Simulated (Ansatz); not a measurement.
## HfN: the change of energy above lowest point and pressure with volume scale

Free energy against uniform scaling of the volume at fixed shape and fractions; periodic cell, basis, potentials, k mesh and filling as listed. The results are calculated, by Ansatz 0.2.0.

The cell before it is scaled or strained (space group Fm-3m, No. 225):
```
CELL_PARAMETERS angstrom
0.00000 2.25600 2.25600
2.25600 0.00000 2.25600
2.25600 2.25600 0.00000
ATOMIC_POSITIONS crystal
Hf 0.00000 0.00000 0.00000
N 0.50000 0.50000 0.50000
```

Settings of every row: functional LDA; dispersion none; potentials PAW; wave cutoff 420 eV; density cutoff 1680 eV; k mesh 11x11x11; k shift 0x0x0; occupations fermi dirac; smearing width 0.1 eV; spin none.

Limits: coarse k mesh, up to 40 meV an atom off; odd electron count without spin; no spin-orbit coupling, which can matter with elements this heavy.

```
row  volume scale  V (Å³/atom)  energy above lowest point (meV/atom)  pressure (GPa)
  1          0.92       10.563                                  32.3            18.4
  2        0.9467        10.87                                   7.1            8.22
  3        0.9733       11.175                                     0           -0.58
  4             1       11.482                                   8.5            -8.2
  5        1.0267       11.789                                  30.6          -14.79
  6        1.0533       12.094                                  64.5           -20.5
  7          1.08       12.401                                     ?               ?
```

Question: what energy above lowest point and pressure should row 7 give?

Worked fit of energy above lowest point. Take u = (V_r/V)^(2/3) − 1 with V_r = 11.329 Å³ an atom, which is twice the finite (Eulerian) strain; such expansions in the strain, on which the Birch-Murnaghan equation of state is built, carry the rest volume and the bulk modulus. The shown rows have u = 0.04778, 0.02796, 0.00917, -0.0089, -0.02619, -0.04263. Least squares give energy above lowest point = 2.41 − 474.8 × u + 23023 × u² meV/atom; a straight line predicts inner rows, each left out in turn, worse (root mean square 18 against 0.048 meV/atom). All shown rows lie on it to the printed digit. Its lowest point lies at u = 0.0103, or V = 11.16 Å³ an atom, and the curvature there gives the bulk modulus at fixed shape and fractions, B = (4/9)(1 + u)² E″(u)/V = 300 GPa. The withheld row has u = -0.05849, so the fit gives 2.41 − 474.8 × (-0.05849) + 23023 × (-0.05849)² = 108.9 meV/atom.

The calculation gave 108.5 meV/atom. The fit lies 0.4 meV/atom (0.37 % of the column's range) above it; its largest miss of a shown row is 0.0 meV/atom. This row lies beyond the range of the fit.

Worked fit of pressure. Take u = (V_r/V)^(2/3) − 1 with V_r = 11.329 Å³ an atom, which is twice the finite (Eulerian) strain; such expansions in the strain, on which the Birch-Murnaghan equation of state is built, carry the rest volume and the bulk modulus. The shown rows have u = 0.04778, 0.02796, 0.00917, -0.0089, -0.02619, -0.04263. Least squares give pressure = −4.534 + 423.8 × u + 1170.5 × u² GPa; a straight line predicts inner rows, each left out in turn, worse (root mean square 0.93 against 0.04 GPa). The rows lie off it by 0.01, -0.01, -0.03, 0.01, 0.04, -0.03. The pressure vanishes at u = 0.0104, or V = 11.15 Å³ an atom, and there the bulk modulus at fixed shape and fractions is B = −V dP/dV = (2/3)(1 + u) dP/du = 302 GPa. The withheld row has u = -0.05849, so the fit gives −4.534 + 423.8 × (-0.05849) + 1170.5 × (-0.05849)² = -25.32 GPa.

The calculation gave -25.44 GPa. The fit lies 0.12 GPa (0.27 % of the column's range) above it; its largest miss of a shown row is 0.04 GPa. This row lies beyond the range of the fit.
